**Which orbital does the electron leave?**

In this conjugated nitrile the bright singlet state has an oscillator strength, the measure of light absorption, of about one. Three other known states, less than one electronvolt higher, have a few thousandths or less. All six states put the electron mainly into the same orbital, the LUMO, so the difference is to be sought in the orbital that it leaves, the hole. Can the known states tell us the energy, brightness and orbital overlap of states 2 and 4?

Vertical singlet excitations of N#C/C=C/C=C/[SiH3] in the gas phase, computed with PySCF 2.14.0 using full linear-response TDDFT (no Tamm-Dancoff approximation) at the OPBE/def2-SVPD level, with density fitting and a frozen core in the response, at the GFN2-xTB geometry. Lambda is the spatial overlap of the orbital pairs, from the normalised X+Y amplitudes.

```tsv
row	singlet state	singlet energy (eV)	singlet oscillator strength	singlet orbital overlap lambda	singlet main from	singlet main to
1	1	4.680	0.966	0.830	HOMO	LUMO
2	?	?	?	?	HOMO-1	LUMO
3	3	5.300	0.000	0.490	HOMO-3	LUMO
4	?	?	?	?	HOMO-2	LUMO
5	5	5.490	0.001	0.420	HOMO-4	LUMO
6	6	5.590	0.005	0.310	HOMO-5	LUMO
```

The orbital overlap lambda tells how far hole and electron orbitals occupy the same space, from 0 for none to 1 for full overlap. State 1 combines high overlap with strong absorption, as expected when an electron moves from a π orbital of the diene to a π* orbital. The known dark states start from deeper orbitals and have less overlap.

With a functional that has no exact exchange, the energy of a singlet made of one orbital pair is roughly

$$E \approx \Delta\varepsilon + S.$$

Here $\Delta\varepsilon$ is the gap between the two orbitals. The shift $S$ comes from the product of the two orbitals, which acts like a charge cloud repelling itself, and from the functional's local response. As a rule $S$ is larger for π→π* than for a hole in the molecular plane, because the product of an in-plane orbital and a π* orbital changes sign across that plane and largely cancels its own repulsion.

The order of the states holds a clue. HOMO-2 lies no deeper than HOMO-3, so its gap to the LUMO is no larger, yet it yields state 4, above state 3. If one orbital pair dominates each state, state 4 must have the larger shift, which points to a π hole. State 2 keeps its place in the orbital order, so an in-plane hole is likelier there. It could sit in the Si–C bond or in the one of the nitrile's two π bonds that lies in the molecular plane.

For the energies, a straight line was fitted to states 3, 5 and 6 against the number of steps below the HOMO. For state 2, one step down and not in the fit, it gives $4.88 + 0.145 \times 1 = 5.025$ eV. Two steps down it gives 5.17 eV, below state 3, where state 4 cannot lie. The forecast for state 4 therefore moves to the middle between its neighbours.

For the brightness, plain trans-butadiene is a useful analogy. Its lower π orbital also leads to the LUMO by a π→π* step, but the contributions from the two halves of the molecule cancel exactly by symmetry. Here the nitrile and silyl ends break that symmetry, so state 4 should regain some absorption while staying far weaker than state 1. An in-plane hole should leave state 2 nearly dark.

| Forecast | State 2 | State 4 |
|---|---|---|
| Energy (eV) | 5.025 (4.680–5.300) | 5.395 (5.300–5.490) |
| Overlap | 0.41 ± 0.15 | 0.66 (0.49–0.83) |
| Oscillator strength | below 0.01 | about 0.05 (0.01–0.3) |

The overlap forecast for state 2 is the average of the known dark states; for state 4 it is the middle between states 1 and 3. The energy ranges are simply the neighbouring states, so overlap and brightness are the harder tests.

The withheld rows as computed:

```tsv
row	singlet state	singlet energy (eV)	singlet oscillator strength	singlet orbital overlap lambda	singlet main from	singlet main to
2	2	5.070	0.000	0.540	HOMO-1	LUMO
4	4	5.480	0.001	0.750	HOMO-2	LUMO
```

State 2 meets all three forecasts. Its energy is 0.045 eV above the line, close for a line that treats orbital steps as equal. Its overlap of 0.54 is near the top of the range, so the average of the deeper holes was a low guide. The vanishing absorption suits an in-plane hole but does not identify one, as state 4 shows. The direction of the faint transition dipole does: the same run gives it as perpendicular to the molecular plane, as a step from an in-plane orbital to a π* orbital requires. More than half of the hole sits on the nitrile group.

State 4 meets the forecasts for energy and overlap. By the run's orbital energies it lies 0.35 eV above the gap of its main orbital pair, against 0.12 eV for state 3. That fits a larger shift, though about a fifth of the state comes from a second orbital pair, HOMO to LUMO+1. Its overlap of 0.75 is close to that of state 1 and far from the 0.41 average of the known dark states. Both findings favour a π hole, and the transition dipole confirms it: it is small but lies in the molecular plane, like that of state 1.

The brightness of state 4 is a clear miss: 0.001, ten times below the lower end of the range. State 5 lies only 0.01 eV higher, but its transition dipole is perpendicular to the molecular plane, so symmetry keeps the two states from mixing. Two other causes are likely. The cancellation known from butadiene may largely survive the two end groups, whose effect the forecast overrated. The second orbital pair in state 4 is also a π→π* step, and in the simple theory of polyenes the lower mixture of two such pairs is the one in which their contributions to the absorption oppose each other. The weights of the pairs alone do not tell how much each cause does.

High overlap therefore does not guarantee absorption: it counts shared space, while absorption depends on whether contributions along the chain add or cancel. For an absorption measurement, these six states amount to one strong band, from state 1. The order of states 4 and 5 should not be relied on. This kind of functional tends to place low-overlap states such as state 5 too low, and the method leaves out double excitations, which matter in dienes for dark π→π* states such as state 4. The fits and misses are in the output below.

Numerical output:

```
fit of en on 3 rows (depth >= 3): constant 4.88 +/- 0.11, coefficient of depth 0.145 +/- 0.026; rms 0.0212, worst 5 -0.03, leave-one-out rms 0.0779
  rows outside the fit (model, value, miss): 1 4.88, 4.68, 0.2; 2 5.025, 5.07, -0.045; 4 5.17, 5.48, -0.31
fit of lam on 3 rows (depth >= 3): constant 0.4067 +/- 0.052; rms 0.0741, worst 6 0.0967, leave-one-out rms 0.111
  rows outside the fit (model, value, miss): 1 0.4067, 0.83, -0.423; 2 0.4067, 0.54, -0.133; 4 0.4067, 0.75, -0.343
State 3 above state 1 in eV: 0.62
State 6 above state 5 in eV: 0.1
Line value for HOMO-2 lies below state 3 by, in eV: 0.13
Forecast energy of state 4 in eV: 5.395
Half width of the bracket of state 4 in eV: 0.095
Computed energy of state 4 in eV: 5.48
Forecast less computed energy of state 4 in eV: -0.085
Forecast overlap of state 4: 0.66
Computed overlap of state 4: 0.75
Forecast less computed overlap of state 4: -0.09
Computed oscillator strength of state 2: 0
Computed oscillator strength of state 4: 0.001
Oscillator strength of state 4 as percentage of state 1: 0.1035
State 2 above state 1 in eV: 0.39
State 3 above state 2 in eV: 0.23
State 4 above state 3 in eV: 0.18
State 5 above state 4 in eV: 0.01
```
